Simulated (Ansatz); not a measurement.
# Relative energies of C2H8BNO isomers

2 of its isomers, all singlets with charge 0: A = `COB(C)N`; B = `CCB(N)O`.

Shapes, held fixed at every level: PBE0-D4/def2-TZVP. Flexible molecules stand in one conformer, not always the lowest. Programs: Ansatz 0.2.0.

A:

```xyz
13

C    -1.6246    0.1839    0.9625
O    -0.7904    0.8909    0.0828
B     0.3722    0.3406   -0.4041
C     0.8533   -1.1101   -0.0157
N     1.1131    1.1561   -1.2765
H    -2.0050   -0.7389    0.5112
H    -1.1094   -0.0751    1.8940
H    -2.4747    0.8230    1.2064
H     1.7953   -1.3857   -0.4937
H     0.1089   -1.8630   -0.2947
H     0.9921   -1.2055    1.0663
H     1.9764    0.8671   -1.6959
H     0.8131    2.0819   -1.5279
```

B:

```xyz
13

C    -0.8654    1.5893   -0.1501
C    -0.1889    0.5133    0.6959
B     0.5094   -0.6234   -0.1467
N     0.3982   -1.9803    0.2218
O     1.2433   -0.2323   -1.2436
H    -1.2799    2.3907    0.4669
H    -0.1574    2.0357   -0.8510
H    -1.6854    1.1721   -0.7412
H    -0.9061    0.0840    1.4042
H     0.5882    0.9821    1.3148
H     0.8489   -2.7434   -0.2527
H    -0.1419   -2.2688    1.0173
H     1.6575   -0.9536   -1.7208
```

Electronic energies in kJ/mol, without zero-point or thermal terms.

Problem. Which isomer should be the most stable, and roughly by how much?

Solution. B < A in rising energy, over a span of 41 kJ/mol, by CCSD(T)/CBS estimate. All levels agree on that. The B − A difference spans -42.3 to -31.1 kJ/mol over the levels. The CBS estimate extrapolates MP2 from def2-TZVPP and def2-QZVPP and adds CCSD(T) − MP2 in the triple-zeta set, cores frozen.

```csv
level,kind,B − A
HF/def2-SVP,Hartree–Fock,-31.1
HF/def2-TZVPP,Hartree–Fock,-32.3
r2SCAN-D4/def2-TZVPP,meta-GGA,-35.9
PBE0-D4/def2-TZVPP,global hybrid,-38.5
r2SCAN0-D4/def2-TZVPP,global hybrid,-37.9
wB97X-V/def2-TZVPP,range-separated hybrid,-35.2
MP2/def2-SVP,perturbation theory,-42.3
CCSD(T)/CBS estimate,coupled cluster or CI,-40.7
```

The ethyl-substituted B–OH isomer B lies below the methoxy isomer A at every level, by 40.7 kJ/mol in the coupled-cluster estimate. Boron is bound to one carbon, one nitrogen and one oxygen in both molecules, so π donation from the N and O lone pairs into its empty p orbital should largely cancel. What changes is the rest of the skeleton: going from A to B formally trades a C–O and a C–H bond for a C–C and an O–H bond. The strong O–H bond is probably the main source of the preference, much as ethanol lies below dimethyl ether.

Hartree–Fock already gives the right order but too small a gap, so correlation reinforces the preference rather than creating it. The density functionals recover only part of that increase. The closeness of MP2/def2-SVP to the coupled-cluster value may owe something to cancellation between basis-set and correlation errors. The energy gap says nothing about how readily A would convert to B, which would require breaking strong σ bonds.
